**Phase fluctuations of a 2 kΩ aluminium spiral resonator**

**The problem.** A planar aluminium spiral on silicon is wired to a small tunnel junction. Near its fundamental resonance I model it as one lossless LC mode with assumed design values $Z=\sqrt{L/C}=2\ \mathrm{k\Omega}$ and $f_0=\omega_0/2\pi=5$ GHz, where $C$ includes the junction capacitance. The mode is in equilibrium at 20 mK or 100 mK. Conventions: $e>0$, $\varphi=(e/\hbar)\int V\,dt$ with $V$ the voltage on $C$, $[\varphi,Q]=ie$, $E_c=e^2/2C$, $R_K=h/e^2=25\,812.8\ \Omega$, and

$$H=\frac{Q^2}{2C}+\frac{\hbar^2}{e^2}\frac{\varphi^2}{2L}.$$

Find (a) $L$, $C$, $E_c$ and the zero-point fluctuations; (b) $J(t)=\langle[\varphi(t)-\varphi(0)]\varphi(0)\rangle$ at 50, 100 and 200 ps; (c) the probabilities that a tunnelling electron exchanges $k$ photons with the mode. I treat the design values as exact, so all results are the model's.

**(a) Circuit elements.** With $\omega_0=1/\sqrt{LC}=3.1416\times10^{10}\ \mathrm{s^{-1}}$,

$$L=Z/\omega_0=63.66\ \mathrm{nH},\qquad C=1/Z\omega_0=15.92\ \mathrm{fF}.$$

The photon energy is $\hbar\omega_0=20.68\ \mu$eV, or $239.96$ mK, and $E_c=5.033\ \mu$eV. Their ratio sets everything:

$$\rho=\frac{E_c}{\hbar\omega_0}=\frac{e^2}{2\hbar}\sqrt{\frac LC}=\frac{\pi Z}{R_K}=0.2434 .$$

**Why the formula holds.** The operator $\hbar Q/e$ is the momentum conjugate to $\varphi$, so $H$ is an oscillator with mass $m=C\hbar^2/e^2$ and stiffness $\hbar^2/e^2L=m\omega_0^2$. Its zero-point variance is $\hbar/2m\omega_0=e^2/2C\hbar\omega_0=\rho$. Hence

$$\varphi=\sqrt\rho\,(a+a^\dagger),\qquad Q=\frac{ie}{2\sqrt\rho}(a^\dagger-a),\qquad H=\hbar\omega_0\left(a^\dagger a+\tfrac12\right),$$

and $[a,a^\dagger]=1$ returns $[\varphi,Q]=ie$. In the Heisenberg picture $a(t)=a\,e^{-i\omega_0t}$. A thermal state has $\langle a^\dagger a\rangle=\bar n=1/(e^x-1)$ with $x=\hbar\omega_0/k_BT$, $\langle aa^\dagger\rangle=\bar n+1$ and $\langle aa\rangle=0$, so

$$\langle\varphi(t)\varphi(0)\rangle=\rho\left[(\bar n+1)e^{-i\omega_0t}+\bar n\,e^{i\omega_0t}\right].$$

Subtract the value at $t=0$ and use $2\bar n+1=\coth(x/2)$:

$$J(t)=\rho\left\{\coth\frac{\hbar\omega_0}{2k_BT}\,(\cos\omega_0t-1)-i\sin\omega_0t\right\}.$$

In the ground state the rms phase is $\sqrt\rho=0.493$ rad, the rms charge is $e/2\sqrt\rho=1.013\,e$, and the rms voltage is that charge over $C$, $10.2\ \mu$V.

*Question: Why is a correlation function of a Hermitian operator complex?*

Because $\varphi(t)$ and $\varphi(0)$ don't commute: $[\varphi(t),\varphi(0)]=-2i\rho\sin\omega_0t$, a number. Half of it is $i\,\mathrm{Im}\,J$, which therefore cannot depend on temperature. The real part measures noise, since $\langle[\varphi(t)-\varphi(0)]^2\rangle=-2\,\mathrm{Re}\,J$.

**(b) Numbers for $J$.** At 20 mK, $x=11.998$ and $\bar n=6.16\times10^{-6}$, so the mode is in its ground state for our purposes. At 100 mK, $x=2.3996$, $\bar n=0.0998$ and $\coth(x/2)=1.1996$. The period is 200 ps; $J$ is dimensionless (rad²).

| $t$ | $\omega_0t$ | Re $J$, 20 mK | Re $J$, 100 mK | Im $J$, both |
|---|---|---|---|---|
| 50 ps | $\pi/2$ | $-0.2434$ | $-0.2920$ | $-0.2434$ |
| 100 ps | $\pi$ | $-0.4868$ | $-0.5840$ | 0 |
| 200 ps | $2\pi$ | 0 | 0 | 0 |

The phase does not diffuse. The inductor pulls it back, $J$ stays bounded, and it returns to zero every period.

**(c) From $J$ to photon probabilities.** A tunnelling electron changes the capacitor charge by $e$, and the operator that does so is $e^{-i\varphi}$, because $e^{i\varphi}Qe^{-i\varphi}=Q-e$. The golden rule then needs $\langle e^{i\varphi(t)}e^{-i\varphi(0)}\rangle$. Merge the exponentials with $e^Ae^B=e^{A+B}e^{[A,B]/2}$, valid for a numerical commutator, and use $\langle e^X\rangle=e^{\langle X^2\rangle/2}$ for $X$ linear in $a,a^\dagger$ in a thermal state. The exponent becomes $\mathrm{Re}\,J+i\,\mathrm{Im}\,J$, so the correlator is $e^{J(t)}$. At half a period its modulus falls to 0.615 at 20 mK and 0.558 at 100 mK.

The probability density for giving energy $E$ to the mode is

$$P(E)=\frac1{2\pi\hbar}\int_{-\infty}^{\infty}dt\,e^{J(t)+iEt/\hbar}=\sum_k p_k\,\delta(E-k\hbar\omega_0).$$

Write $J=-\rho(2\bar n+1)+\rho(\bar n+1)e^{-i\omega_0t}+\rho\bar n\,e^{i\omega_0t}$ and collect the coefficient of $e^{-ik\omega_0t}$. With $2\sqrt{\bar n(\bar n+1)}=1/\sinh(x/2)$, $(\bar n+1)/\bar n=e^x$ and the series of the modified Bessel function $I_k$,

$$p_k=e^{-\rho\coth(x/2)}\,e^{kx/2}\,I_k\!\left(\frac{\rho}{\sinh(x/2)}\right)\ \xrightarrow{T\to0}\ e^{-\rho}\frac{\rho^k}{k!}\quad(k\ge0).$$

| $k$ | 20 mK | 100 mK |
|---|---|---|
| $-1$ | $1.2\times10^{-6}$ | 0.0182 |
| 0 | 0.7839 | 0.7516 |
| 1 | 0.1908 | 0.2006 |
| 2 | 0.0232 | 0.0268 |
| 3 | 0.0019 | 0.0024 |

Two checks. Since $I_{-k}=I_k$, we have $p_{-k}=e^{-kx}p_k$, which is detailed balance; with the opposite sign of Im $J$ the cold mode would emit instead of absorb. And the mean transferred energy is $i\hbar J'(0)=\rho\hbar\omega_0=E_c=5.033\ \mu$eV at any temperature: a sudden shift of the charge by $e$ costs $e^2/2C$ on average.

*Question: What would I see in a current-voltage curve?*

Take a junction with normal electrodes and tunnel resistance $R_T$. At $T=0$ the golden rule gives, for $V>0$, $I=(1/eR_T)\int_{0^-}^{eV}(eV-E)P(E)\,dE$, so $R_T\,dI/dV$ is the sum of the $p_k$ with $k\hbar\omega_0<eV$. It equals 0.784 below 20.7 µV, 0.975 up to 41.4 µV, and 0.998 on the next plateau. At large bias $I=(V-e/2C)/R_T$, an offset of 5.03 µV. At 20 mK, $k_BT=1.72\ \mu$eV rounds the steps but is well below their spacing.

*Question: If $E_c$ is the mean cost, why is there no Coulomb gap?*

The inductor shorts the junction at low frequency, and the mode accepts energy only in quanta larger than $E_c$. Most electrons pay nothing, with the Franck-Condon weight $e^{-\rho}$, and a few pay a whole photon. A gap-like curve emerges for $\rho\gg1$, when the Poisson distribution peaks near $k=\rho$ with relative width $1/\sqrt\rho$.

*Question: Why bother winding a spiral?*

Since $R_K=Z_0/2\alpha$, with $Z_0=376.7\ \Omega$ the vacuum impedance and $\alpha$ the fine-structure constant, $\rho=2\pi\alpha Z/Z_0$. A typical 50 Ω mode has $\rho=0.0061$. In a spiral of fixed outline the inductance grows roughly as the square of the number of turns while the capacitance changes much less, which is how one reaches $Z/Z_0=5.31$.

*Question: Aluminium invites a Josephson junction. What changes?*

A Cooper pair carries $2e$, the operator is $e^{-2i\varphi}$, and $J\to4J$. The coupling becomes $4\rho=0.974$, and at $T=0$ the weights are $p_0=0.378$ and $p_1=0.368$. The same resonator is then strongly coupled.

*Question: How lossless is lossless? The junction needs a dc bias.*

The film is not the worry in this model. With a typical thin-film aluminium gap $\Delta\approx0.2$ meV, breaking a pair takes $2\Delta/\hbar\omega_0\approx19$ photons, and $\Delta/k_BT\approx23$ at 100 mK. The bias line matters more. For a linear environment the independent modes add, giving

$$J(t)=2\int_0^\infty\frac{d\omega}{\omega}\frac{\mathrm{Re}\,Z_t(\omega)}{R_K}\left\{\coth\frac{\hbar\omega}{2k_BT}(\cos\omega t-1)-i\sin\omega t\right\},$$

with $Z_t$ the total impedance seen by the junction. Our mode is $\mathrm{Re}\,Z_t=(\pi/2C)\,\delta(\omega-\omega_0)$ for $\omega>0$, which yields the prefactor $\pi/\omega_0CR_K=\rho$. Assume $R=50\ \Omega$ in series with the coil. The quality factor is $Z/R=40$, the linewidth is 125 MHz or 0.52 µeV, and the oscillating part of $J$ loses a fraction $1-e^{-\pi/40}$, 7.6 %, of its amplitude per period. The zero at 200 ps is therefore a property of the ideal mode. At long times $\mathrm{Re}\,Z_t\to R$ and $\coth\to 2k_BT/\hbar\omega$, and $\int_0^\infty(1-\cos u)\,du/u^2=\pi/2$ gives $\mathrm{Re}\,J\simeq-(2R/R_K)\pi k_BT|t|/\hbar$ with $2R/R_K=0.0039$. The elastic line acquires a half-width of about 0.021 µeV at 20 mK, negligible against $k_BT$.

*Question: Does the mode stay in equilibrium once current flows?*

Only approximately. Assume $R_T=1\ \mathrm{M\Omega}$ and $V=30\ \mu$V. The one-photon emission rate at $T=0$ is $p_1(eV-\hbar\omega_0)/e^2R_T=1.11\times10^7\ \mathrm{s^{-1}}$, and photons leave at $\omega_0/40=7.85\times10^8\ \mathrm{s^{-1}}$. The stationary occupation is 0.014, far above the thermal $6.16\times10^{-6}$. So the $k=-1$ entry at 20 mK is meaningless above threshold. The elastic weight is safer: to first order in the occupation it changes by the fraction $-\bar n(2\rho-\rho^2)$, a drop of 0.6 %.

*Question: How many of your digits survive in a device?*

About two. At fixed $L$, both $f_0$ and $\rho$ scale as $C^{-1/2}$. An assumed extra 1 fF lowers them by 3.0 %, to 4.85 GHz and 0.236. A spiral also has higher self-resonances, each adding its own term to $J$. An assumed one of 200 Ω has $\rho'=0.0243$ and, when cold, multiplies every weight in the table by $e^{-\rho'}=0.976$, moving the rest to sidebands at its own frequency. The model's statement is that a 2 kΩ, 5 GHz mode has $\rho\approx0.24$, so that near zero temperature about 78 % of single-electron charge transfers leave it unexcited and about 19 % deposit one photon.